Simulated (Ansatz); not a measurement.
W: energy above lowest point and pressure against volume scale

Results calculated with Ansatz 0.2.0, not measured. Free energy against uniform scaling of the volume at fixed shape and fractions; periodic cell, basis, potentials, k mesh and filling as listed.

The cell before it is scaled or strained (space group Fm-3m, No. 225):
```
cell vectors (Å)
   0.0000     2.0367     2.0367
   2.0367     0.0000     2.0367
   2.0367     2.0367     0.0000
atoms (fractions of the cell vectors)
W   0.00000  0.00000  0.00000
```

Settings of every row: functional PBEsol; dispersion none; potentials PAW; wave cutoff 510 eV; density cutoff 2040 eV; k mesh 12x12x12; k shift 0x0x0; occupations fermi dirac; smearing width 0.1 eV; spin none.

Limits: coarse k mesh, up to 40 meV an atom off; no spin-orbit coupling, which can matter with elements this heavy.

| row | volume scale | V (Å³/atom) | energy above lowest point (meV/atom) | pressure (GPa) |
| --- | --- | --- | --- | --- |
| 1 | 0.9406 | 15.893 | 0 | 1.25 |
| 2 | 0.9703 | 16.395 | 10.4 | -7.65 |
| 3 | 1 | 16.897 | 46.5 | -15.23 |
| 4 | 1.0297 | 17.399 | 104.6 | -21.69 |
| 5 | 1.0594 | 17.901 | ? | ? |

Question: what energy above lowest point and pressure should row 5 give?

Worked fit of energy above lowest point. Take u = (V_r/V)^(2/3) − 1 with V_r = 16.646 Å³ an atom, which is twice the finite (Eulerian) strain; such expansions in the strain, on which the Birch-Murnaghan equation of state is built, carry the rest volume and the bulk modulus. The shown rows have u = 0.03134, 0.01018, -0.00993, -0.02906. Least squares give energy above lowest point = 25.48 − 1803.8 × u + 31618 × u² meV/atom; a straight line predicts inner rows, each left out in turn, worse (root mean square 18 against 0.017 meV/atom). All shown rows lie on it to the printed digit. Its lowest point lies at u = 0.0285, or V = 15.96 Å³ an atom, and the curvature there gives the bulk modulus at fixed shape and fractions, B = (4/9)(1 + u)² E″(u)/V = 298 GPa. The withheld row has u = -0.0473, so the fit gives 25.48 − 1803.8 × (-0.0473) + 31618 × (-0.0473)² = 181.5 meV/atom.

The calculation gave 181.4 meV/atom. The fit lies 0.1 meV/atom (0.055 % of the column's range) above it, one unit of the last digit. This row lies beyond the range of the fit.

Worked fit of pressure. Take u = (V_r/V)^(2/3) − 1 with V_r = 16.646 Å³ an atom, which is twice the finite (Eulerian) strain; such expansions in the strain, on which the Birch-Murnaghan equation of state is built, carry the rest volume and the bulk modulus. The shown rows have u = 0.03134, 0.01018, -0.00993, -0.02906. Least squares give pressure = −11.592 + 377.37 × u + 1030.9 × u² GPa; a straight line predicts inner rows, each left out in turn, worse (root mean square 0.6 against 0.016 GPa). The rows lie off it by 0.00, -0.01, 0.01, 0.00. The pressure vanishes at u = 0.0285, or V = 15.96 Å³ an atom, and there the bulk modulus at fixed shape and fractions is B = −V dP/dV = (2/3)(1 + u) dP/du = 299 GPa. The withheld row has u = -0.0473, so the fit gives −11.592 + 377.37 × (-0.0473) + 1030.9 × (-0.0473)² = -27.14 GPa.

The calculation gave -27.18 GPa. The fit lies 0.04 GPa (0.14 % of the column's range) above it; its largest miss of a shown row is 0.01 GPa. This row lies beyond the range of the fit.
